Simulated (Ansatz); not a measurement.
## The polar optical mode of BN at 4 GPa, worked through

These are results of DFT LDA, scalar-relativistic, plane waves, PAW (Ansatz 0.2.0), not measurements. Settings: 420 eV plane-wave cutoff, Γ-centred 12×12×12 mesh, fixed occupations. No spin polarisation. Phonons by linear response, acoustic sum rule imposed.

The cell, relaxed at 4 GPa:
```cif
data_structure
_symmetry_space_group_name_H-M 'F-43m'
_symmetry_Int_Tables_number 216
_cell_length_a 3.5689
_cell_length_b 3.5689
_cell_length_c 3.5689
_cell_angle_alpha 90.000
_cell_angle_beta 90.000
_cell_angle_gamma 90.000
_cell_volume 45.46
loop_
_atom_site_label
_atom_site_type_symbol
_atom_site_symmetry_multiplicity
_atom_site_Wyckoff_symbol
_atom_site_fract_x
_atom_site_fract_y
_atom_site_fract_z
_atom_site_occupancy
B1 B 4 a 0.00000 0.00000 0.00000 1
N1 N 4 c 0.25000 0.25000 0.25000 1
```

Linear response gives ν_TO = 1081.0 cm⁻¹, Born charges ±1.873 e (positive on B) and ε∞ = 4.557. The primitive cell holds 11.364 Å³, and the masses are 10.810 and 14.007 amu.

Task: Find ν_LO and the static dielectric constant.

Result: The long-wave field adds a restoring force: ω_LO² − ω_TO² = Z*²e²/(ε_vac ε∞ μV). In these units ν_LO² − ν_TO² = 4.92064×10⁷ Z*²/(μ V ε∞) cm⁻², with μ = m₁m₂/(m₁ + m₂) = 6.101 amu: 546626 cm⁻². So ν_LO = √(1081.0² + 546626) = 1309.6 cm⁻¹, and the run gives 1309.6. Lyddane–Sachs–Teller then gives ε0 = ε∞ (ν_LO/ν_TO)² = 6.69, against 6.69 in the run (it forms both from the same three quantities, so the match checks the arithmetic only). Between ν_TO and ν_LO the dielectric function is negative and an undamped crystal reflects fully: a reststrahlen band from 7.6 to 9.3 μm.

Task: What do the Clausius–Mossotti polarisability and the Szigeti charge come to?

Result: With the Lorentz local field, α = (3V/4π)(ε∞ − 1)/(ε∞ + 2) = 1.47 Å³ for the pair, and e_S = 3Z*/(ε∞ + 2) = 0.86 e. The Born charge includes the electrons' response to the dipole's own local field, and e_S takes that enhancement out. The Lorentz field assumes point-like polarisable ions, a poor picture once ε∞ is this large, since the electron clouds then overlap or are shared, so both numbers are formal here.

Task: How strongly does a slow electron couple to the LO mode?

Result: For one isotropic parabolic band, Fröhlich's constant is α_F = (1/ε∞ − 1/ε0) √(m* Ry/ħω_LO), with Ry = 13.606 eV, ħω_LO = 162.4 meV and m* in free-electron masses: α_F = 0.0699 × 9.15 × √m* = 0.64 √m*. The band mass isn't part of this run; for m* = 0.1, 0.3 and 1 it gives 0.20, 0.35, 0.64. In weak coupling the polaron lies α_F ħω_LO below the band edge (57 meV at m* = 0.3) with a mass m*(1 + α_F/6); past α_F of about 5 or 6 that expansion fails. A semilocal functional's ε∞ tends to be too large, which taken alone lowers α_F.

Cost: 1 run of about 0.079 core-minutes, on AMD EPYC 9R45 (Zen 5) (shared hosts).

The polar mode of cubic BN combines a wide LO–TO splitting with a modest lattice contribution to the static screening, which rises only from 4.557 to 6.69. Both follow from short, stiff sp³ bonds between light atoms. The small reduced mass and compact cell turn a moderate Born charge into a large frequency shift. The static lattice response, by contrast, depends on the force constant rather than the mass, and the stiff bonds keep it small.

The Born charge of 1.873 e reflects polar covalent bonding, with electron density displaced towards the more electronegative nitrogen. It measures the polarisation induced by atomic displacement, including charge flow along the bonds, and isn't a static ionic charge.

The small dielectric contrast and high LO energy both limit the Fröhlich coupling, so a large polaron is more likely than self-trapping by this mode alone. For electrons the estimate is only indicative, because the conduction-band minimum of cubic BN lies at X, where the effective mass is anisotropic.
